## Question

An engineer wants cheap settings for Ta₂Si, a metal, and tries five occupation widths on a coarse k mesh. Each result is compared with a run on a denser mesh at a width of 0.1 eV. The energies are extrapolated to zero smearing; the free energies, pressures and forces are not.

Ta2Si (I4/mcm, a = 6.176, c = 5.047 Å) at fixed cell and atoms, computed with Ansatz 0.2.0: plane-wave PAW, scalar-relativistic PBEsol, no spin polarisation, cutoff 420 eV, Gaussian smearing, 5×5×5 k mesh. The reference uses a 10×10×10 k mesh and a width of 0.1 eV. Energy is extrapolated to zero smearing, pressure is positive in compression, and forces are compared axis by axis.

```tsv
occupation width (eV)	energy less reference (meV/atom)	free energy less reference (meV/atom)	pressure less reference (GPa)	largest force change (eV/Å)
0.01	-1.56	-0.291	-0.032	0.00908
0.05	-1.73	-0.712	-0.025	0.0124
0.1	-1.68	-1.59	-0.013	0.0113
0.2	-1.42	-5.52	0.013	0.00273
0.4	-0.797	-22.4	0.175	0.0536
```

(a) Why does narrowing the width below 0.1 eV fail to improve the energy?

(b) The width of 0.4 eV gives the smallest energy error. Why does it also give the largest errors in force and pressure?

(c) Explain two values that look too good: the free energy at 0.01 eV and the force at 0.2 eV.

## Model answer

**(a) The mesh sets the error.** The row at 0.1 eV has the same width as the reference, so its energy error of −1.68 meV/atom comes from the mesh alone. The two narrower widths give nearly the same error. Whatever is wrong there, the width is not its main source.

In a metal, bands cross the Fermi level, and the occupation drops from full to empty across a surface in k space. A coarse mesh locates that surface badly. Smearing helps only if it is wide enough to bring many mesh points into the partly filled region. At 0.1 eV about 20 levels of the whole mesh are expected within one width, but symmetry ties them into groups of up to 16 with equal energy. The Fermi surface is then sampled by very few independent levels, and a narrower width leaves fewer still.

**(b) Extrapolation repairs the energy, not its slope.** Let σ be the occupation width and D the density of states at the Fermi level. Smearing lifts some electrons from just below that level to just above it. Their number grows as Dσ and the energy each one gains grows as σ, so the cost grows as Dσ². The entropy term that belongs to Gaussian smearing is twice as large and of opposite sign:

energy = E₀ + Dσ²/4

free energy = E₀ + Dσ²/4 − Dσ²/2 = E₀ − Dσ²/4

The mean of the two is E₀, the energy at zero smearing. The quadratic bias has dropped out of it, whatever the value of D.

The size of the bias can be estimated from the reference run, which is none of the five rows. There the free energy lies 1.315 meV/atom below the zero-smearing energy. Four times the width should give sixteen times as much, 21.0 meV/atom. The table gives −22.4 + 0.797 − 1.315 = −22.9 meV/atom, about 9 % larger in magnitude than the estimate.

Forces and pressure are normally computed as slopes of the free energy, not of the extrapolated energy. They therefore keep the term −Dσ²/4, or rather its change when atoms move or the cell is strained. Extrapolating the energy afterwards doesn't alter them. At 0.4 eV the force change is about a quarter larger than the reference force itself, so a relaxation at this setting would start from a badly wrong force.

A two-dimensional electron gas shows the effect in its simplest form. Its density of states is the same at every energy above the band bottom, so the square law holds almost exactly for widths small beside the filled part of the band. A larger area holds more states per unit energy, which makes the smearing term more negative, and the smeared gas pushes outward more strongly. In Ta₂Si, expansion should raise D by narrowing the bands, which fits the positive pressure shift at large width. The analogy ends there: the gas has no atoms whose positions could change D, and so no counterpart to the forces.

**(c) Two cancellations.** At 0.01 eV the free-energy error is only −0.291 meV/atom, although the mesh is as coarse as before. This run has almost no smearing term, while the reference has lowered its own free energy by 1.315 meV/atom. That offset hides most of the mesh error of −1.56 meV/atom. The small number compares two different amounts of smearing and is no sign of convergence.

The force column gives sizes without signs. Suppose that the mesh error stays fixed and that the smearing bias grows as σ² in the opposite direction. The total then passes through zero near 0.2 eV, where about 0.002 eV/Å should remain; the table has 0.00273 eV/Å. If both errors pointed the same way, about 0.02 eV/Å would be expected. A change of sign is therefore the likely cause of the dip, though the signed forces needed to confirm it are not available at 0.2 and 0.4 eV. The assumption is rough at narrow widths: at 0.01 eV it gives about 0.016 eV/Å, while the table has 0.00908 eV/Å. With so few levels near the Fermi level, the mesh error in the force can itself be expected to change with the width.

## Remarks on the reasoning

**What the small energy error at 0.4 eV proves.** It is tempting to say that the wide smearing has averaged away the mesh error. That may be so, since about 80 levels are now expected within one width. But the extrapolation removes only the quadratic bias, and a remainder of higher order could offset part of the mesh error. The leading part of such a remainder grows as σ⁴, and alone it doesn't fit the rows if the mesh error stays fixed: the energy shift from the row at 0.1 eV grows 3.4-fold between 0.2 and 0.4 eV, where a fourth-power law gives 17. A run on the dense mesh at 0.4 eV would separate the two, and the table has none.

**Where the square law fails.** The printed output below compares the law, scaled from the reference run, with all five rows. From 0.05 eV upward it holds to about 10 %. At 0.01 eV the smearing term is about 3.5 times the estimate, though still tiny. Only about two levels of the whole mesh are expected in so narrow a window, so a single symmetry group that happens to lie at the Fermi level can multiply the term. This is an argument from counting, as the individual levels are not listed. The law is also rougher for the pressure: its shift from the row at 0.1 eV grows 7.2-fold between 0.2 and 0.4 eV, where the square law gives 5.

**Why a small pressure error is weak evidence.** At 0.01 eV the pressure is off by only −0.032 GPa. The stress behind it is off by −0.44 GPa along x and y and by +0.79 GPa along z, and these errors nearly cancel in the average. A cell free to change its shape would respond to the separate components.

**What a good answer recommends.** The mesh and the width need separate tests: first a denser mesh at fixed width, then a change of width on that mesh. If the width is narrowed, the mesh needs checking again. Both tests should follow the quantity that will be used. For a relaxation this means the forces and each stress component, because here the extrapolated energy looks best exactly where the forces are worst.

Printed output of the fit:

```
reference free energy below its zero-smearing energy (meV/atom): 1.315
density of states at the Fermi level from the reference entropy (states per eV and atom): 0.5259
Free energy less zero-smearing energy of the same run:
   row  from the table (meV/atom)  width-squared estimate (meV/atom)   ratio  expected mesh levels within one width
  0.01                   -0.04567                           -0.01315   3.474                                  1.972
  0.05                    -0.2967                            -0.3287  0.9026                                   9.86
   0.1                     -1.225                             -1.315  0.9315                                  19.72
   0.2                     -5.415                             -5.259    1.03                                  39.44
   0.4                     -22.92                             -21.03    1.09                                  78.88
Shift from the row at 0.1 eV:
   row  zero-smearing energy (meV/atom)  free energy (meV/atom)  pressure (GPa)
  0.01                             0.12                   1.299          -0.019
  0.05                            -0.05                   0.878          -0.012
   0.1                                0                       0               0
   0.2                             0.26                   -3.93           0.026
   0.4                            0.883                  -20.81           0.188
shift ratio 0.4 to 0.2 eV expected for a width-squared law: 5
shift ratio 0.4 to 0.2 eV expected for a fourth-power law: 17
shift ratio 0.4 to 0.2 eV found for zero-smearing energy: 3.396
shift ratio 0.4 to 0.2 eV found for pressure: 7.231
force change expected at 0.2 eV if its sign flips by 0.4 eV (eV/Å): 0.00168
force change expected at 0.2 eV if its sign stays (eV/Å): 0.01976
force change found at 0.2 eV (eV/Å): 0.00273
force change at 0.4 eV over the reference force component: 1.259
stress error at 0.01 eV along x and y (GPa): -0.4434
stress error at 0.01 eV along z (GPa): 0.7905
```
